**Addition energies of a hard-wall spherical dot: charging, shell gaps and exchange**

The table holds chemical potentials, addition energies, highest eigenvalues, rms radii and unpaired electrons for 1 to 26 electrons in a hard-wall sphere without central charge, from spin-polarised PBE with m-averaged shells. The program tests a model with no fitted parameters: uniform-sphere charging $1.2/R$, plus a Bessel-zero level gap with a first-order Hartree shift at closed shells, plus a uniform-gas exchange splitting at half-filled shells. The sum is within about 6% of the table except at one electron, where it is 28% too high. Closure excesses are 77 to 81% of the bare gaps, and the half-filling excesses at 5, 13 and 25 electrons are 79 to 86% of the exchange estimate. The output also checks the midpoint rule between eigenvalues and chemical potentials and gives a crude estimate of the 2s and 1f order.

Spin-polarised PBE calculations (radks radial solver (version 2) with Libxc) for electrons in a hard-wall spherical dot of radius 5.46 bohr*, with no central charge; starred units are effective atomic units. Shells are m-averaged and filled greedily, so a lower state can be missed; levels are numbered from 1 within each l. Chemical potential is E(N)-E(N-1), addition energy E(N+1)+E(N-1)-2E(N).

## Analysis program

```python
# Table: spin-polarised PBE Kohn-Sham hard-wall spherical dot (radks, Libxc), R=5.46 bohr*, no central charge, N=1..26.
# Tested: addition energy = charging 1.2/R + level gap (closed shells) + exchange splitting (half-filled); Janak midpoint rule.
T = {
    'electrons': [1, 2, 3, 4, 5, 6, 7, 8, 9, 10, 11, 12, 13, 14, 15, 16, 17, 18, 19, 20, 21, 22, 23, 24, 25, 26],
    'chemical_potential': [0.163, 0.4456, 0.8075, 1.03, 1.257, 1.543, 1.758, 1.978, 2.364, 2.58, 2.796, 3.014, 3.231, 3.504, 3.716, 3.929, 4.143, 4.357, 4.77, 4.982, 5.193, 5.405, 5.616, 5.828, 6.04, 6.304],  # hartree*
    'unpaired_electrons': [1, 0, 1, 2, 3, 2, 1, 0, 1, 2, 3, 4, 5, 4, 3, 2, 1, 0, 1, 2, 3, 4, 5, 6, 7, 6],
    'rms_radius': [2.931, 3.116, 3.323, 3.44, 3.523, 3.592, 3.646, 3.692, 3.744, 3.787, 3.825, 3.857, 3.886, 3.913, 3.937, 3.959, 3.98, 3.998, 4.019, 4.038, 4.056, 4.072, 4.088, 4.102, 4.116, 4.129],  # bohr*
    'highest_eigenvalue': [0.2758, 0.5559, 0.9171, 1.143, 1.371, 1.649, 1.868, 2.089, 2.471, 2.688, 2.905, 3.122, 3.34, 3.61, 3.822, 4.036, 4.25, 4.464, 4.876, 5.087, 5.299, 5.51, 5.722, 5.934, 6.145, 6.409],  # hartree*
    'highest_level': ['1s up', '1s up', '1p up', '1p up', '1p up', '1p down', '1p down', '1p up', '1d up', '1d up', '1d up', '1d up', '1d up', '1d down', '1d down', '1d down', '1d down', '1d up', '1f up', '1f up', '1f up', '1f up', '1f up', '1f up', '1f up', '1f down'],
    'addition_energy': [None, 0.362, 0.2222, 0.2272, 0.2862, 0.2149, 0.2201, 0.3856, 0.2158, 0.2168, 0.2172, 0.2174, 0.2729, 0.212, 0.2131, 0.2137, 0.2141, 0.4137, 0.2112, 0.2114, 0.2116, 0.2116, 0.2117, 0.2116, 0.2649, None],  # hartree*
}
import numpy as np
from scipy.special import spherical_jn
from scipy.optimize import brentq
R = 5.46  # setting from the caption
N = [int(n) for n in T['electrons']]
col = lambda k: dict(zip(N, T[k]))
mu, eps, rms, unp, lev, A = map(col, ['chemical_potential', 'highest_eigenvalue', 'rms_radius', 'unpaired_electrons', 'highest_level', 'addition_energy'])
A[1] = mu[2] - mu[1]
x = {l: brentq(lambda t: spherical_jn(l, t), 3 + 1.2*l, 4.5 + 1.2*l) for l in range(4)}
e0 = {l: x[l]**2/(2*R*R) for l in x}
r2f = lambda l, z: R*R*(1/3 + (2*l + 3)*(2*l - 1)/(6*z*z))
r2 = {l: r2f(l, x[l]) for l in x}
e2s, r2s = (2*np.pi)**2/(2*R*R), r2f(0, 2*np.pi)
fill = [(l, s) for l in range(4) for s in (1, -1) for _ in range(2*l + 1)]
sh = {n: fill[n - 1] for n in N}
up = {n: sum(s == 1 for _, s in fill[:n]) for n in N}
closed, half = [2, 8, 18], [1, 5, 13, 25]
ordn = [n for n in N[:-1] if sh[n] == sh[n + 1]]
base = lambda n: np.mean([A[m] for m in (n - 1, n + 1) if m in ordn] or [A[3]])
print("Energies hartree*, lengths bohr*. Rounding floor: A 5e-5, mu and eps up to 5e-4")
print("A(1) from mu = %.4f; max|A - diff mu| = %.4f" % (A[1], max(abs(A[n] - mu[n + 1] + mu[n]) for n in N[1:-1])))
print("bare levels 1s 1p 1d 1f: %.4f %.4f %.4f %.4f; 2s %.4f" % (*e0.values(), e2s))
U = 1.2/R
print("charging: uniform 1.2/R %.4f, surface 1/R %.4f; ordinary rows %.4f-%.4f" % (U, 1/R, min(A[n] for n in ordn), max(A[n] for n in ordn)))
for k in sorted(set(sh[n] for n in ordn), key=lambda k: (k[0], -k[1])):
    a = [A[n] for n in ordn if sh[n] == k]
    print(" plateau 1%s %s: mean %.4f (%+.1f%% vs 1.2/R, %+.1f%% vs 1/R), last-first %+.4f, 1/mean %.2f" % ('spdf'[k[0]], 'up' if k[1] > 0 else 'down', np.mean(a), 100*(np.mean(a)/U - 1), 100*(np.mean(a)*R - 1), a[-1] - a[0], 1/np.mean(a)))
model = {n: U for n in ordn}
print("closed shells: N, baseline, excess, bare gap, ratio, Hartree shift, shifted gap, excess-shifted")
for n in closed:
    l = sh[n][0]; g = e0[l + 1] - e0[l]; d = -n*(r2[l + 1] - r2[l])/(2*R**3); ex = A[n] - base(n)
    model[n] = U + g + d
    print(" %2d %.4f %.4f %.4f %.2f %+.4f %.4f %+.4f" % (n, base(n), ex, g, ex/g, d, g + d, ex - g - d))
g2 = e2s - e0[2]
print("N=18 gap 1d-2s: bare %.4f, shifted %.4f; crude 2s/1f crossing near N=%.0f" % (g2, g2 - 18*(r2s - r2[2])/(2*R**3), (e0[3] - e2s)*2*R**3/(r2[3] - r2s)))
print("half filled: N, up, down, baseline, excess, uniform exchange, ratio, K=excess/(2l+1), base+K, same-rms sphere, ratio")
V = 4*np.pi*R**3/3
for n in half:
    ex = A[n] - base(n); K = ex/(2*sh[n][0] + 1); Us = 1.2*np.sqrt(0.6)/rms[n]
    dx = (6/np.pi/V)**(1/3)*(up[n]**(1/3) - (n - up[n])**(1/3)); model[n] = U + dx
    print(" %2d %2d %2d %.4f %.4f %.4f %.2f %.4f %.4f %.4f %.2f" % (n, up[n], n - up[n], base(n), ex, dx, ex/dx, K, base(n) + K, Us, (base(n) + K)/Us))
print(" (N=1, 2 use A(3) as baseline and N=25 uses A(24): one-sided)")
res = {n: model[n] - A[n] for n in sorted(model)}
print("parameter-free sum, model-table by row:")
ks = list(res)
for i in range(0, len(ks), 5):
    print("  " + "  ".join("%d:%+.4f" % (n, res[n]) for n in ks[i:i + 5]))
print("rms residual all %.4f, ordinary %.4f; worst:" % (np.sqrt(np.mean([v*v for v in res.values()])), np.sqrt(np.mean([res[n]**2 for n in ordn]))), ", ".join("N=%d %+.1f%%" % (n, 100*res[n]/A[n]) for n in sorted(res, key=lambda n: -abs(res[n]))[:4]))
print("rms radius: N, table, non-interacting, ratio (uniform sphere %.3f)" % (np.sqrt(0.6)*R))
for n in (1, 2, 8, 18, 26):
    r0 = np.sqrt(np.mean([r2[l] for l, _ in fill[:n]]))
    print(" %2d %.3f %.3f %.3f" % (n, rms[n], r0, rms[n]/r0))
off = [eps[n] - mu[n] for n in N]
mid = [0.5*(eps[n] + eps[n + 1]) - mu[n + 1] for n in ordn]
print("eps-mu range %.4f-%.4f, mean %.4f; half mean plateau %.4f" % (min(off), max(off), np.mean(off), 0.5*np.mean([A[n] for n in ordn])))
print("midpoint rule within a spin shell: max error %.4f over %d rows" % (max(map(abs, mid)), len(mid)))
print("N=1: exact %.4f, energy error %+.4f (%+.1f%%), eigenvalue error %+.4f" % (e0[0], mu[1] - e0[0], 100*(mu[1]/e0[0] - 1), eps[1] - e0[0]))
print("mu(26)-mu(1) %.3f; 25 x 1.2/R %.3f; sum of model %.3f" % (mu[26] - mu[1], 25*U, sum(model.values())))
assert all(int(unp[n]) == 2*up[n] - n and lev[n][:2] == '1' + 'spdf'[sh[n][0]] for n in N)
assert min(A[n] for n in closed) > max(A[n] for n in half) and min(A[n] for n in half) > max(A[n] for n in ordn)
assert all(0 < A[n] - base(n) < e0[sh[n][0] + 1] - e0[sh[n][0]] for n in closed)
assert max(map(abs, mid)) < 0.0015
```

Printed output:

```
Energies hartree*, lengths bohr*. Rounding floor: A 5e-5, mu and eps up to 5e-4
A(1) from mu = 0.2826; max|A - diff mu| = 0.0009
bare levels 1s 1p 1d 1f: 0.1655 0.3386 0.5571 0.8190; 2s 0.6621
charging: uniform 1.2/R 0.2198, surface 1/R 0.1832; ordinary rows 0.2112-0.2272
 plateau 1p up: mean 0.2247 (+2.2% vs 1.2/R, +22.7% vs 1/R), last-first +0.0050, 1/mean 4.45
 plateau 1p down: mean 0.2175 (-1.0% vs 1.2/R, +18.8% vs 1/R), last-first +0.0052, 1/mean 4.60
 plateau 1d up: mean 0.2168 (-1.4% vs 1.2/R, +18.4% vs 1/R), last-first +0.0016, 1/mean 4.61
 plateau 1d down: mean 0.2132 (-3.0% vs 1.2/R, +16.4% vs 1/R), last-first +0.0021, 1/mean 4.69
 plateau 1f up: mean 0.2115 (-3.8% vs 1.2/R, +15.5% vs 1/R), last-first +0.0004, 1/mean 4.73
closed shells: N, baseline, excess, bare gap, ratio, Hartree shift, shifted gap, excess-shifted
  2 0.2222 0.1398 0.1731 0.81 -0.0168 0.1563 -0.0165
  8 0.2179 0.1677 0.2185 0.77 -0.0470 0.1715 -0.0039
 18 0.2127 0.2011 0.2619 0.77 -0.0795 0.1824 +0.0187
N=18 gap 1d-2s: bare 0.1050, shifted 0.2996; crude 2s/1f crossing near N=10
half filled: N, up, down, baseline, excess, uniform exchange, ratio, K=excess/(2l+1), base+K, same-rms sphere, ratio
  1  1  0 0.2222 0.0604 0.1410 0.43 0.0604 0.2826 0.3171 0.89
  5  4  1 0.2211 0.0651 0.0828 0.79 0.0217 0.2428 0.2638 0.92
 13  9  4 0.2147 0.0582 0.0695 0.84 0.0116 0.2263 0.2392 0.95
 25 16  9 0.2116 0.0533 0.0620 0.86 0.0076 0.2192 0.2258 0.97
 (N=1, 2 use A(3) as baseline and N=25 uses A(24): one-sided)
parameter-free sum, model-table by row:
  1:+0.0781  2:+0.0140  3:-0.0024  4:-0.0074  5:+0.0164
  6:+0.0049  7:-0.0003  8:+0.0057  9:+0.0040  10:+0.0030
  11:+0.0026  12:+0.0024  13:+0.0163  14:+0.0078  15:+0.0067
  16:+0.0061  17:+0.0057  18:-0.0115  19:+0.0086  20:+0.0084
  21:+0.0082  22:+0.0082  23:+0.0081  24:+0.0082  25:+0.0169
rms residual all 0.0179, ordinary 0.0063; worst: N=1 +27.7%, N=25 +6.4%, N=5 +5.7%, N=13 +6.0%
rms radius: N, table, non-interacting, ratio (uniform sphere 4.229)
  1 2.931 2.903 1.010
  2 3.116 2.903 1.073
  8 3.692 3.238 1.140
 18 3.998 3.453 1.158
 26 4.129 3.567 1.158
eps-mu range 0.1050-0.1140, mean 0.1079; half mean plateau 0.1076
midpoint rule within a spin shell: max error 0.0005 over 18 rows
N=1: exact 0.1655, energy error -0.0025 (-1.5%), eigenvalue error +0.1103
mu(26)-mu(1) 6.141; 25 x 1.2/R 5.495; sum of model 6.360
```
